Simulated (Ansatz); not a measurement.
Al: the change of energy above lowest point with volume scale

Results calculated with Ansatz 0.2.0, not measured. Free energy against uniform scaling of the volume at fixed shape and fractions; periodic cell, basis, potentials, k mesh and filling as listed.

The cell before it is scaled or strained (space group P6_3/mmc, No. 194):
```
cell vectors (Å)
   2.8271     0.0000     0.0000
  -1.4135     2.4483     0.0000
   0.0000     0.0000     9.1860
atoms (fractions of the cell vectors)
Al  0.00000  0.00000  0.00000
Al  0.33333  0.66667  0.25000
Al  0.00000  0.00000  0.50000
Al  0.66667  0.33333  0.75000
```

Settings of every row: functional PBEsol; dispersion none; potentials PAW; wave cutoff 420 eV; density cutoff 1680 eV; k mesh 9x9x3; k shift 0x0x0; occupations methfessel paxton; smearing width 0.05 eV; spin none.

Limits: coarse k mesh, up to 40 meV an atom off; the cell comes from a prototype or a list of computed structures and needn't be the stable phase.

| row | volume scale | V (Å³/atom) | energy above lowest point (meV/atom) |
| --- | --- | --- | --- |
| 1 | 0.92 | 14.624 | 45.1 |
| 2 | 0.9467 | 15.048 | 22.4 |
| 3 | 0.9733 | 15.471 | 8.1 |
| 4 | 1 | 15.895 | ? |
| 5 | 1.0267 | 16.32 | 0 |
| 6 | 1.0533 | 16.743 | 4 |
| 7 | 1.08 | 17.167 | 12.6 |

Question: what energy above lowest point should row 4 give?

Worked fit of energy above lowest point. Take u = (V_r/V)^(2/3) − 1 with V_r = 15.896 Å³ an atom, which is twice the finite (Eulerian) strain; such expansions in the strain, on which the Birch-Murnaghan equation of state is built, carry the rest volume and the bulk modulus. The shown rows have u = 0.05718, 0.03722, 0.01823, -0.0174, -0.03402, -0.04999. Least squares give energy above lowest point = 0.98 + 220.3 × u + 9326 × u² + 5517 × u³ meV/atom; a parabola predicts inner rows, each left out in turn, worse (root mean square 0.32 against 0.098 meV/atom). The rows lie off it by 0.0, 0.0, 0.0, 0.1, -0.1, 0.0. Its lowest point lies at u = -0.0119, or V = 16.18 Å³ an atom, and the curvature there gives the bulk modulus at fixed shape and fractions, B = (4/9)(1 + u)² E″(u)/V = 78.4 GPa. Letting shape and atoms relax would as a rule lower it, by much in layered, chain or molecular crystals. The withheld row has u = 4e-05, so the fit gives 0.98 + 220.3 × (4e-05) + 9326 × (4e-05)² + 5517 × (4e-05)³ = 1.0 meV/atom.

The calculation gave 1 meV/atom. The fit meets it to the printed digit.
